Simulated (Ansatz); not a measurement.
# TiO2: pressure and energy less free atoms against volume scale

All results are calculated (Ansatz 0.2.0). Periodic Kohn-Sham DFT of a crystal at fixed atoms, scaled to volume_scale times the given cell; pressure positive in compression, energy less spherical unpolarised free atoms, largest_vzz the field gradient of largest size among the nuclei.

The cell before it is scaled or strained (space group P4_2/mnm, No. 136):
```
TiO2
1.0
      4.5940     0.0000     0.0000
      0.0000     4.5940     0.0000
      0.0000     0.0000     2.9590
Ti O
2 4
Direct
  0.00000 0.00000 0.00000
  0.50000 0.50000 0.50000
  0.30600 0.30600 0.00000
  0.19400 0.80600 0.50000
  0.69400 0.69400 0.00000
  0.80600 0.19400 0.50000
```

Settings of every row: method all-electron LAPW; functional LDA; relativity scalar; k mesh 7x7x10; filling fermi-dirac; smearing width 0.05 eV; basis error target 0.5 meV/atom; nucleus gaussian.

Atom start moment: 0 on all atoms.

| row | volume scale | V (Å³/atom) | pressure (GPa) | energy less free atoms (eV/atom) |
| --- | --- | --- | --- | --- |
| 1 | 0.94 | 9.784 | 8.539 | -9.4782 |
| 2 | 0.96 | 9.992 | ? | ? |
| 3 | 0.98 | 10.2 | -2.861 | -9.4851 |
| 4 | 0.99 | 10.304 | -5.343 | -9.4824 |
| 5 | 1 | 10.408 | -7.696 | -9.4782 |
| 6 | 1.01 | 10.512 | -9.924 | -9.4724 |
| 7 | 1.02 | 10.616 | -12.036 | -9.4653 |
| 8 | 1.04 | 10.825 | -15.924 | -9.4471 |
| 9 | 1.06 | 11.033 | -19.409 | -9.4241 |

Question: what pressure and energy less free atoms should row 2 give?

Worked fit of pressure. Take u = (V_r/V)^(2/3) − 1 with V_r = 10.46 Å³ an atom, which is twice the finite (Eulerian) strain; such expansions in the strain, on which the Birch-Murnaghan equation of state is built, carry the rest volume and the bulk modulus. The shown rows have u = 0.04555, 0.01692, 0.01007, 0.00333, -0.0033, -0.00982, -0.02261, -0.03493. Least squares give pressure = −8.8272 + 336.687 × u + 976.24 × u² GPa; a straight line predicts inner rows, each left out in turn, worse (root mean square 0.51 against 0.011 GPa). The rows lie off it by 0.005, -0.010, -0.005, -0.001, 0.004, 0.003, 0.017, -0.012 (root mean square 0.0087 GPa). The pressure vanishes at u = 0.0245, or V = 10.09 Å³ an atom, and there the bulk modulus at fixed shape and fractions is B = −V dP/dV = (2/3)(1 + u) dP/du = 263 GPa. Letting shape and atoms relax would as a rule lower it, by much in layered, chain or molecular crystals. The withheld row has u = 0.03099, so the fit gives −8.8272 + 336.687 × (0.03099) + 976.24 × (0.03099)² = 2.544 GPa.

The calculation gave 2.531 GPa. The fit lies 0.013 GPa (0.047 % of the column's range) above it; its largest miss of a shown row is 0.017 GPa.

Worked fit of energy less free atoms. Take u = (V_r/V)^(2/3) − 1 with V_r = 10.46 Å³ an atom, which is twice the finite (Eulerian) strain; such expansions in the strain, on which the Birch-Murnaghan equation of state is built, carry the rest volume and the bulk modulus. The shown rows have u = 0.04555, 0.01692, 0.01007, 0.00333, -0.0033, -0.00982, -0.02261, -0.03493. Least squares give energy less free atoms = −9.4755 − 0.8594 × u + 17.553 × u² eV/atom; a straight line predicts inner rows, each left out in turn, worse (root mean square 0.009 against 7.1e-05 eV/atom). The rows lie off it by 0.0000, -0.0001, 0.0000, 0.0000, 0.0001, 0.0001, 0.0000, 0.0000. Its lowest point lies at u = 0.0245, or V = 10.09 Å³ an atom, and the curvature there gives the bulk modulus at fixed shape and fractions, B = (4/9)(1 + u)² E″(u)/V = 260 GPa. Letting shape and atoms relax would as a rule lower it, by much in layered, chain or molecular crystals. The withheld row has u = 0.03099, so the fit gives −9.4755 − 0.8594 × (0.03099) + 17.553 × (0.03099)² = -9.4853 eV/atom.

The calculation gave -9.4854 eV/atom. The fit lies 0.0001 eV/atom (0.16 % of the column's range) above it, one unit of the last digit.
